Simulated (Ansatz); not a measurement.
# CH2FP (SMILES [H]/P=C/F): the vertical electron affinity, rung by rung

The species is CH2FP (5 atoms), meant as a singlet with charge 0. As SMILES, `[H]/P=C/F`. Geometry: relaxed at GFN2-xTB.

Quantity: the vertical electron affinity (to the doublet anion), in eV. The values are calculated.

The electron affinity is E(neutral) − E(anion): positive where the electron is bound.

```csv
level,kind,program,value (eV),less FCI/STO-3G,CPU time (all runs)
HF/STO-3G,Hartree–Fock,Ansatz,-5.66,+1.74,0.27 s
PBE/STO-3G,GGA,Ansatz,-6.21,+1.19,3 s
r2SCAN/STO-3G,meta-GGA,Ansatz,-5.97,+1.43,8.1 s
PBE0/STO-3G,global hybrid,Ansatz,-5.78,+1.62,3 s
HSE06/STO-3G,range-separated hybrid,Ansatz,-5.79,+1.61,3.8 s
B2PLYP/STO-3G,double hybrid,Ansatz,-6.26,+1.14,4 s
RPA@PBE/STO-3G,RPA,Ansatz,-7.43,-0.03,3.9 s
CCSDT(Q)/STO-3G,coupled cluster or CI,Ansatz,-7.40,0.00,2.3 s
FCI/STO-3G,exact in the basis,Ansatz,-7.40,0.00,37 s
```

FCI/STO-3G is exact within its basis and frozen core, so for wave-function methods in that basis the difference is their error; functionals converge differently with the basis, so for them it is only a difference. The values span -7.43 to -5.66 eV. All rows use very small basis sets, so even the best lies far from the true value. Negative values mean that the anion is unbound at that level; they are set by how diffuse the basis is and aren't properties of the molecule. CPU times are rough (shared hosts, several kinds of processor): they show what a rung costs within a factor of a few.

Correlation makes electron attachment less favourable here: Hartree–Fock gives -5.66 eV and full CI -7.40 eV, so the neutral gains more correlation energy than the anion. This reverses the usual pattern, in which the species with the extra electron gains more. The likely cause is the minimal valence space. The added electron probably enters the P=C π* orbital, blocking part of the π→π* correlation available to the neutral, while few empty orbitals remain to correlate the electron itself.

CCSDT(Q) reproduces full CI to the printed precision, so high-order coupled cluster captures this energy difference despite the open-shell anion. Exact exchange moves PBE0 and HSE06 from PBE towards Hartree–Fock, whereas B2PLYP breaks any simple trend with exchange fraction, probably because its perturbative correlation again favours the neutral. The closeness of RPA to full CI may reflect cancellation between errors in the two charge states. The sign of the correlation contribution should not be carried over to a flexible basis, where the anion's additional electron pairs can correlate properly.
